**Subshell break and half-shell break in the ionisation energies of 5p, 4f and 5d 3+ ions**

The table holds ΔSCF ionisation energies from Dirac-Coulomb Hartree-Fock with Breit, QED and recoil terms, averaged over the nl configuration and over the jj configuration that fills j = l − ½ first, beside NIST values. The program tests whether the jj less nl difference is spin-orbit energy alone or spin-orbit plus pair exchange from average-energy formulae, with Slater integrals from the Nd and Os runs and a common growth factor on ionisation. Spin-orbit alone leaves rms misfits of 0.59 eV (4f) and 0.14 eV (5d), the three-parameter sum 0.014 and 0.010 eV, and its fitted ζ at Os is 0.415 eV against 0.478 eV from the orbital splitting. The jj column breaks at Eu → Gd and the NIST values at Gd → Tb. NIST less nl in 4f follows a constant plus a scaled Hund-term energy with rms 0.29 eV, worst at Yb and Tb, while the jj pattern leaves 1.25 eV.

Calculated values. Ionisation energies (IE, 3+ → 4+) of isolated ions from B-spline radial atomic code 1: Dirac-Coulomb Hartree-Fock at the basis-set limit, Fermi nucleus, ΔSCF with first-order Breit, QED and recoil terms. Energies are averaged over the nl configuration or over the jj configuration that fills j = l − 1/2 first. NIST values run between ground levels.

## The fit in Python

```python
# Table: ionisation energies (eV) of 3+ ions, B-spline radial code, Dirac-Coulomb Hartree-Fock (Delta-SCF, with Breit,
# QED, recoil), nl average and low-j-first jj average, beside NIST values. Tested: jj - nl as spin-orbit alone or
# spin-orbit plus pair exchange; NIST - nl in 4f as the Hund-term energy below the configuration average.
T = {
    'ion': ['Cs3+', 'Ba3+', 'Ce3+', 'Pr3+', 'Nd3+', 'Pm3+', 'Sm3+', 'Eu3+', 'Gd3+', 'Tb3+', 'Dy3+', 'Ho3+', 'Er3+', 'Tm3+', 'Yb3+', 'Hf3+', 'Ta3+', 'W3+', 'Re3+', 'Os3+', 'Ir3+', 'Pt3+', 'Au3+', 'Hg3+'],
    'Z': [55, 56, 58, 59, 60, 61, 62, 63, 64, 65, 66, 67, 68, 69, 70, 72, 73, 74, 75, 76, 77, 78, 79, 80],
    'N': [52, 53, 55, 56, 57, 58, 59, 60, 61, 62, 63, 64, 65, 66, 67, 69, 70, 71, 72, 73, 74, 75, 76, 77],
    'configuration': ['[Kr] 4d10 5s2 5p4', '[Kr] 4d10 5s2 5p5', '[Xe] 4f1', '[Xe] 4f2', '[Xe] 4f3', '[Xe] 4f4', '[Xe] 4f5', '[Xe] 4f6', '[Xe] 4f7', '[Xe] 4f8', '[Xe] 4f9', '[Xe] 4f10', '[Xe] 4f11', '[Xe] 4f12', '[Xe] 4f13', '[Xe] 4f14 5d1', '[Xe] 4f14 5d2', '[Xe] 4f14 5d3', '[Xe] 4f14 5d4', '[Xe] 4f14 5d5', '[Xe] 4f14 5d6', '[Xe] 4f14 5d7', '[Xe] 4f14 5d8', '[Xe] 4f14 5d9'],
    'jj_cfg': ['(5p1/2)2 (5p3/2)2 → (5p1/2)2 (5p3/2)1', '(5p1/2)2 (5p3/2)3 → (5p1/2)2 (5p3/2)2', '(4f5/2)1 → closed', '(4f5/2)2 → (4f5/2)1', '(4f5/2)3 → (4f5/2)2', '(4f5/2)4 → (4f5/2)3', '(4f5/2)5 → (4f5/2)4', '(4f5/2)6 → (4f5/2)5', '(4f5/2)6 (4f7/2)1 → (4f5/2)6', '(4f5/2)6 (4f7/2)2 → (4f5/2)6 (4f7/2)1', '(4f5/2)6 (4f7/2)3 → (4f5/2)6 (4f7/2)2', '(4f5/2)6 (4f7/2)4 → (4f5/2)6 (4f7/2)3', '(4f5/2)6 (4f7/2)5 → (4f5/2)6 (4f7/2)4', '(4f5/2)6 (4f7/2)6 → (4f5/2)6 (4f7/2)5', '(4f5/2)6 (4f7/2)7 → (4f5/2)6 (4f7/2)6', '(5d3/2)1 → closed', '(5d3/2)2 → (5d3/2)1', '(5d3/2)3 → (5d3/2)2', '(5d3/2)4 → (5d3/2)3', '(5d3/2)4 (5d5/2)1 → (5d3/2)4', '(5d3/2)4 (5d5/2)2 → (5d3/2)4 (5d5/2)1', '(5d3/2)4 (5d5/2)3 → (5d3/2)4 (5d5/2)2', '(5d3/2)4 (5d5/2)4 → (5d3/2)4 (5d5/2)3', '(5d3/2)4 (5d5/2)5 → (5d3/2)4 (5d5/2)4'],
    'ie_nl': [44.2297, 47.0447, 34.9812, 36.0318, 36.9537, 37.7666, 38.4847, 39.1187, 39.677, 40.1662, 40.5921, 40.959, 41.271, 41.5312, 41.7429, 31.9678, 33.9875, 36.0044, 38.0197, 40.0357, 42.0546, 44.0785, 46.1093, 48.1487],  # eV
    'ie_jj': [43.6278, 46.2927, 35.1324, 36.435, 37.6095, 38.6758, 39.6486, 40.5384, 37.8546, 38.5252, 39.1285, 39.6694, 40.1526, 40.5816, 40.9598, 32.2703, 34.4049, 36.5408, 38.6799, 39.0359, 41.0764, 43.1199, 45.1688, 47.2253],  # eV
    'diff': [-0.6, -0.75, 0.15, 0.4, 0.66, 0.91, 1.16, 1.42, -1.82, -1.64, -1.46, -1.29, -1.12, -0.95, -0.78, 0.3, 0.42, 0.54, 0.66, -1.0, -0.98, -0.96, -0.94, -0.92],  # eV
    'tab': [43.0, 47.0, 36.906, 38.981, 40.6, 41.17, 41.64, 42.94, 44.44, 39.33, 41.23, 42.52, 42.42, 42.41, 43.61, 33.37, 35.0, 38.2, 39.1, 41.0, 40.0, 43.0, 45.0, 48.55],  # eV
    'tab_kind': ['theory', 'semi-empirical', 'semi-empirical', 'semi-empirical', 'semi-empirical', 'semi-empirical', 'semi-empirical', 'semi-empirical', 'semi-empirical', 'semi-empirical', 'semi-empirical', 'semi-empirical', 'semi-empirical', 'semi-empirical', 'semi-empirical', 'semi-empirical', 'theory', 'semi-empirical', 'theory', 'theory', 'theory', 'theory', 'theory', 'measured'],
    'unc': [1.7, 0.3, 0.009, 0.025, 0.04, 0.09, 0.11, 0.11, 0.08, 0.04, 0.08, 0.08, 0.04, 0.04, 0.04, 0.025, 1.7, 0.4, 1.7, 1.7, 1.7, 1.7, 1.7, 0.15],  # eV
}
import numpy as np
from math import comb
from functools import lru_cache
from scipy.optimize import least_squares
from scipy.constants import physical_constants as pc
from sympy import Rational as R
from sympy.physics.wigner import wigner_3j
Ha = pc['Hartree energy in eV'][0]
w3 = lru_cache(None)(lambda *a: float(wigner_3j(*a)))
ion = T['ion']; Z, nl, jj, tab = (np.array(T[k], float) for k in ('Z', 'ie_nl', 'ie_jj', 'tab'))
last = [c.split()[-1] for c in T['configuration']]
L = np.array(['spdf'.index(s[1]) for s in last]); n = np.array([int(s[2:]) for s in last])
d = jj - nl; ix = {s: i for i, s in enumerate(ion)}; rms = lambda v: float(np.sqrt(np.mean(np.square(v))))
# further outputs of the same runs (eV): Nd jj run F2, F4 (F6/F2 = 0.45 rough recalled ratio); Os nl run F2, G4, 5d levels
F = {3: {2: 12.82171, 4: 8.048, 6: 0.45*12.82171}, 2: {2: 8.080081, 4: 5.360951}}; Zref = {3: 60, 2: 76}
zOs = (1.52944 - 1.485524)*Ha/2.5
def X(l):
    h = R(1, 2); a, b = l - h, l + h
    s = lambda p, q: sum(w3(p, k, q, h, 0, -h)**2*v for k, v in F[l].items())
    return (2*l/(2*l-1)*s(a, a), s(a, b), (2*l+2)/(2*l+1)*s(b, b),
            (2*l+1)/(4*l+1)*sum(w3(l, k, l, 0, 0, 0)**2*v for k, v in F[l].items()))
XX = {l: X(l) for l in F}
S = lambda l, m: -(l+1)/2*min(m, 2*l) + l/2*max(m-2*l, 0)
def P(l, m):
    lo, hi = min(m, 2*l), max(m-2*l, 0); x = XX[l]
    return comb(m, 2)*x[3] - comb(lo, 2)*x[0] - lo*hi*x[1] - comb(hi, 2)*x[2]
ck = lambda k, a, b: (-1)**abs(a)*7*w3(3, k, 3, 0, 0, 0)*w3(3, k, 3, -a, a-b, b)
def H(m):
    o = [(s, a) for s in (1, -1) for a in range(3, -4, -1)][:m]
    return comb(m, 2)*XX[3][3] + sum(v*(ck(k, p[1], p[1])*ck(k, q[1], q[1]) - (p[0] == q[0])*ck(k, p[1], q[1])**2)
                                     for i, p in enumerate(o) for q in o[:i] for k, v in F[3].items())
f = np.where(L == 3)[0]; y = (tab - nl)[f]; one = np.ones(len(f))
A = np.c_[one, [H(int(m)-1) - H(int(m)) for m in n[f]]]; cH = np.linalg.lstsq(A, y, rcond=None)[0]; rH = A@cH - y
B = np.c_[one, d[f]]; cJ = np.linalg.lstsq(B, y, rcond=None)[0]
zi = np.array([d[i]/(S(L[i], n[i]-1) - S(L[i], n[i])) for i in range(len(d))])
print('All energies in eV; rounding of jj-nl is 0.0001')
print('ion n | jj-nl | zeta if spin-orbit alone | full model-table | NIST-nl | NIST-jj | Hund model-table or NIST kind')
for l, name in ((3, '4f'), (2, '5d')):
    g = np.where(L == l)[0]; s1, s0, p1, p0 = (np.array([u(l, int(m)-e) for m in n[g]]) for u in (S, P) for e in (1, 0))
    ze = lambda v: (np.sqrt(zi[g[0]]) + v*(Z[g] - Z[g[0]]))**2
    def fit(w, free):
        def res(x):
            p = np.zeros(3); p[free] = x; z = ze(p[0]); ff = w*(1 + p[1]*(Z[g] - Zref[l]))
            return (1 + p[2])*(z*s1 + ff*p1) - (z*s0 + ff*p0) - d[g]
        return least_squares(res, np.array([0.04, 0.02, 0.05])[free])
    a, b, c = fit(0, [0, 2]), fit(1, [0, 1]), fit(1, [0, 1, 2]); z = ze(c.x[0]); k = 2*l
    for t, i in enumerate(g):
        print(f'{ion[i]} {n[i]:2d} | {d[i]:+.3f} | {zi[i]:.3f} | {c.fun[t]:+.3f} | {tab[i]-nl[i]:+.2f} | {tab[i]-jj[i]:+.2f} | ' + (f'{rH[t]:+.2f}' if l == 3 else T['tab_kind'][i]))
    print(f'{name} pair exchange below F0: low-low {XX[l][0]:.3f}, low-high {XX[l][1]:.3f}, high-high {XX[l][2]:.3f}, nl {XX[l][3]:.3f}')
    print(f'{name} rms/max: spin-orbit alone {rms(a.fun):.3f}/{abs(a.fun).max():.3f} (r {a.x[1]:+.3f}); plus pairs, frozen {rms(b.fun):.3f}/{abs(b.fun).max():.3f}; full {rms(c.fun):.3f}/{abs(c.fun).max():.3f}')
    print(f'{name} full fit: sqrt(zeta) slope {c.x[0]:.4f}, F slope {100*c.x[1]:+.1f} %/Z, r {100*c.x[2]:+.1f} %; zeta first {z[0]:.3f}, {ion[g[k]]} {z[k]:.3f}, last {z[-1]:.3f}')
    zs = zOs if l == 2 else z[k]; pj = 2*P(l, k) - P(l, k-1) - P(l, k+1)
    print(f'{name} drop of jj-nl {d[g[k-1]]-d[g[k]]:.2f}; frozen: spin-orbit {(l+.5)*zs:.2f} + pairs {-pj:.2f} = {(l+.5)*zs-pj:.2f}; slopes before {(d[g[k-1]]-d[g[0]])/(k-1):+.3f}, after {(d[g[-1]]-d[g[k]])/(len(g)-1-k):+.3f} per element')
    assert (d[g[:k]] > 0).all() and (d[g[k:]] < 0).all() and (np.diff(nl[g]) > 0).all()
print(f'zeta at Os from the 5d level splitting of the run {zOs:.3f}; spin-orbit alone would need {zi[ix["Os3+"]]:.3f}')
for p, q in (('Eu3+', 'Gd3+'), ('Gd3+', 'Tb3+')):
    print(f'step {p} to {q}: nl {nl[ix[q]]-nl[ix[p]]:+.2f}, jj {jj[ix[q]]-jj[ix[p]]:+.2f}, NIST {tab[ix[q]]-tab[ix[p]]:+.2f}')
print(f'4f NIST-nl = {cH[0]:.2f} + {cH[1]:.2f} x Hund term energy (Nd integrals): rms {rms(rH):.2f}, worst {ion[f[np.argmax(abs(rH))]]}')
print(f'4f NIST-nl = {cJ[0]:.2f} + {cJ[1]:.2f} x (jj-nl): rms {rms(B@cJ-y):.2f}; constant only: rms {np.std(y):.2f}')
print(f'4f rms error against NIST: nl {rms(y):.2f}, jj {rms((tab-jj)[f]):.2f}; jj closer in {int((abs(tab-jj)[f] < abs(y)).sum())} of {len(f)} rows; largest NIST uncertainty {max(T["unc"][i] for i in f)}')
print('5p, not fitted (no integrals): ' + '; '.join(f'{s} jj-nl {d[ix[s]]:+.3f}, zeta if alone {zi[ix[s]]:.2f}, NIST-nl {tab[ix[s]]-nl[ix[s]]:+.2f}' for s in ('Cs3+', 'Ba3+')))
# uncorrected Delta-SCF values and highest levels are further outputs of the same runs
print(f'Breit+QED+recoil: Ce nl {nl[ix["Ce3+"]]-34.8426:.3f}, Eu jj {jj[ix["Eu3+"]]-40.418:.3f}, Os nl {nl[ix["Os3+"]]-40.02453:.3f}, Ir jj {jj[ix["Ir3+"]]-41.0519:.3f}; level less Delta-SCF: Nd jj {41.09996-37.48606:.2f}, Os nl {40.42317-40.02453:.2f}')
assert n[f][np.argmin(np.diff(jj[f]))] == 6 and n[f][np.argmin(np.diff(tab[f]))] == 7
assert zi[ix['Gd3+']] > zi[ix['Yb3+']] and zi[ix['Os3+']] > 1.5*zOs
```

Printed output:

```
All energies in eV; rounding of jj-nl is 0.0001
ion n | jj-nl | zeta if spin-orbit alone | full model-table | NIST-nl | NIST-jj | Hund model-table or NIST kind
Ce3+  1 | +0.151 | 0.076 | +0.000 | +1.92 | +1.77 | +0.30
Pr3+  2 | +0.403 | 0.202 | +0.019 | +2.95 | +2.55 | +0.26
Nd3+  3 | +0.656 | 0.328 | +0.028 | +3.65 | +2.99 | +0.16
Pm3+  4 | +0.909 | 0.455 | +0.027 | +3.40 | +2.49 | +0.06
Sm3+  5 | +1.164 | 0.582 | +0.012 | +3.16 | +1.99 | -0.04
Eu3+  6 | +1.420 | 0.710 | -0.019 | +3.82 | +2.40 | -0.11
Gd3+  7 | -1.822 | 1.215 | +0.005 | +4.76 | +6.59 | -0.07
Tb3+  8 | -1.641 | 1.094 | -0.003 | -0.84 | +0.80 | +0.59
Dy3+  9 | -1.464 | 0.976 | -0.006 | +0.64 | +2.10 | +0.10
Ho3+ 10 | -1.290 | 0.860 | -0.005 | +1.56 | +2.85 | -0.22
Er3+ 11 | -1.118 | 0.746 | -0.002 | +1.15 | +2.27 | -0.16
Tm3+ 12 | -0.950 | 0.633 | +0.004 | +0.88 | +1.83 | -0.24
Yb3+ 13 | -0.783 | 0.522 | +0.011 | +1.87 | +2.65 | -0.62
4f pair exchange below F0: low-low 0.739, low-high 0.316, high-high 0.619, nl 0.479
4f rms/max: spin-orbit alone 0.588/1.018 (r +0.041); plus pairs, frozen 0.199/0.492; full 0.014/0.028
4f full fit: sqrt(zeta) slope 0.0258, F slope +2.4 %/Z, r +7.2 %; zeta first 0.076, Gd3+ 0.185, last 0.342
4f drop of jj-nl 3.24; frozen: spin-orbit 0.65 + pairs 2.28 = 2.92; slopes before +0.254, after +0.173 per element
Hf3+  1 | +0.302 | 0.202 | +0.000 | +1.40 | +1.10 | semi-empirical
Ta3+  2 | +0.417 | 0.278 | +0.013 | +1.01 | +0.60 | theory
W3+  3 | +0.536 | 0.358 | +0.010 | +2.20 | +1.66 | semi-empirical
Re3+  4 | +0.660 | 0.440 | -0.014 | +1.08 | +0.42 | theory
Os3+  5 | -1.000 | 1.000 | +0.015 | +0.96 | +1.96 | theory
Ir3+  6 | -0.978 | 0.978 | -0.002 | -2.05 | -1.08 | theory
Pt3+  7 | -0.959 | 0.959 | -0.009 | -1.08 | -0.12 | theory
Au3+  8 | -0.941 | 0.941 | -0.007 | -1.11 | -0.17 | theory
Hg3+  9 | -0.923 | 0.923 | +0.006 | +0.40 | +1.32 | measured
5d pair exchange below F0: low-low 0.539, low-high 0.371, high-high 0.471, nl 0.427
5d rms/max: spin-orbit alone 0.136/0.233 (r +0.087); plus pairs, frozen 0.124/0.288; full 0.010/0.015
5d full fit: sqrt(zeta) slope 0.0489, F slope +3.7 %/Z, r +10.9 %; zeta first 0.202, Os3+ 0.415, last 0.706
5d drop of jj-nl 1.66; frozen: spin-orbit 1.20 + pairs 0.56 = 1.75; slopes before +0.119, after +0.019 per element
zeta at Os from the 5d level splitting of the run 0.478; spin-orbit alone would need 1.000
step Eu3+ to Gd3+: nl +0.56, jj -2.68, NIST +1.50
step Gd3+ to Tb3+: nl +0.49, jj +0.67, NIST -5.11
4f NIST-nl = 2.22 + 0.74 x Hund term energy (Nd integrals): rms 0.29, worst Yb3+
4f NIST-nl = 2.48 + 0.75 x (jj-nl): rms 1.25; constant only: rms 1.50
4f rms error against NIST: nl 2.68, jj 2.86; jj closer in 7 of 13 rows; largest NIST uncertainty 0.11
5p, not fitted (no integrals): Cs3+ jj-nl -0.602, zeta if alone 1.20, NIST-nl -1.23; Ba3+ jj-nl -0.752, zeta if alone 1.50, NIST-nl -0.04
Breit+QED+recoil: Ce nl 0.139, Eu jj 0.120, Os nl 0.011, Ir jj 0.024; level less Delta-SCF: Nd jj 3.61, Os nl 0.40
```
